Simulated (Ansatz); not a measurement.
## A series in volume scale on ZrOs

All results are calculated (Ansatz 0.2.0). Periodic Kohn-Sham DFT of a crystal at fixed atoms, scaled to volume_scale times the given cell; pressure positive in compression, energy less spherical unpolarised free atoms, largest_vzz the field gradient of largest size among the nuclei.

The cell before it is scaled or strained (space group Pm-3m, No. 221):
```
CELL_PARAMETERS angstrom
3.26300 0.00000 0.00000
0.00000 3.26300 0.00000
0.00000 0.00000 3.26300
ATOMIC_POSITIONS crystal
Zr 0.50000 0.50000 0.50000
Os 0.00000 0.00000 0.00000
```

Settings of every row: method all-electron LAPW; functional LDA; relativity scalar; k mesh 13x13x13; filling fermi-dirac; smearing width 0.03 eV; basis error target 0.25 meV/atom; nucleus gaussian.

Atom start moment: 0 on all atoms.

Limits: no spin-orbit coupling on heavy atoms.

| row | volume scale | V (Å³/atom) | pressure (GPa) | energy less free atoms (eV/atom) |
| --- | --- | --- | --- | --- |
| 1 | 0.94 | 16.329 | 6.906 | -10.8058 |
| 2 | 0.96 | 16.676 | 1.597 | -10.8149 |
| 3 | 0.98 | 17.023 | -3.145 | -10.8132 |
| 4 | 0.99 | 17.197 | -5.341 | -10.8086 |
| 5 | 1 | 17.371 | -7.431 | -10.8016 |
| 6 | 1.01 | 17.545 | -9.415 | -10.7925 |
| 7 | 1.02 | 17.718 | -11.292 | -10.7812 |
| 8 | 1.04 | 18.066 | ? | ? |
| 9 | 1.06 | 18.413 | -17.85 | -10.7176 |

Question: what pressure and energy less free atoms should row 8 give?

Worked fit of pressure. Take u = (V_r/V)^(2/3) − 1 with V_r = 17.284 Å³ an atom, which is twice the finite (Eulerian) strain; such expansions in the strain, on which the Birch-Murnaghan equation of state is built, carry the rest volume and the bulk modulus. The shown rows have u = 0.03862, 0.02416, 0.0102, 0.00337, -0.00334, -0.00994, -0.0164, -0.04131. Least squares give pressure = −6.4062 + 311.775 × u + 843.71 × u² GPa; a straight line predicts inner rows, each left out in turn, worse (root mean square 0.4 against 0.014 GPa). The rows lie off it by 0.013, -0.022, -0.007, 0.005, 0.007, 0.007, 0.000, -0.004 (root mean square 0.01 GPa). The pressure vanishes at u = 0.0195, or V = 16.79 Å³ an atom, and there the bulk modulus at fixed shape and fractions is B = −V dP/dV = (2/3)(1 + u) dP/du = 234 GPa. The withheld row has u = -0.02907, so the fit gives −6.4062 + 311.775 × (-0.02907) + 843.71 × (-0.02907)² = -14.757 GPa.

The calculation gave -14.745 GPa. The fit lies 0.012 GPa (0.048 % of the column's range) below it; its largest miss of a shown row is 0.022 GPa.

Worked fit of energy less free atoms. Take u = (V_r/V)^(2/3) − 1 with V_r = 17.284 Å³ an atom, which is twice the finite (Eulerian) strain; such expansions in the strain, on which the Birch-Murnaghan equation of state is built, carry the rest volume and the bulk modulus. The shown rows have u = 0.03862, 0.02416, 0.0102, 0.00337, -0.00334, -0.00994, -0.0164, -0.04131. Least squares give energy less free atoms = −10.80537 − 1.0331 × u + 26.441 × u² eV/atom; a straight line predicts inner rows, each left out in turn, worse (root mean square 0.013 against 7e-05 eV/atom). The rows lie off it by 0.0000, 0.0000, 0.0000, 0.0000, 0.0000, 0.0000, 0.0001, 0.0000. Its lowest point lies at u = 0.0195, or V = 16.79 Å³ an atom, and the curvature there gives the bulk modulus at fixed shape and fractions, B = (4/9)(1 + u)² E″(u)/V = 233 GPa. The withheld row has u = -0.02907, so the fit gives −10.80537 − 1.0331 × (-0.02907) + 26.441 × (-0.02907)² = -10.7530 eV/atom.

The calculation gave -10.753 eV/atom. The fit meets it to the printed digit.
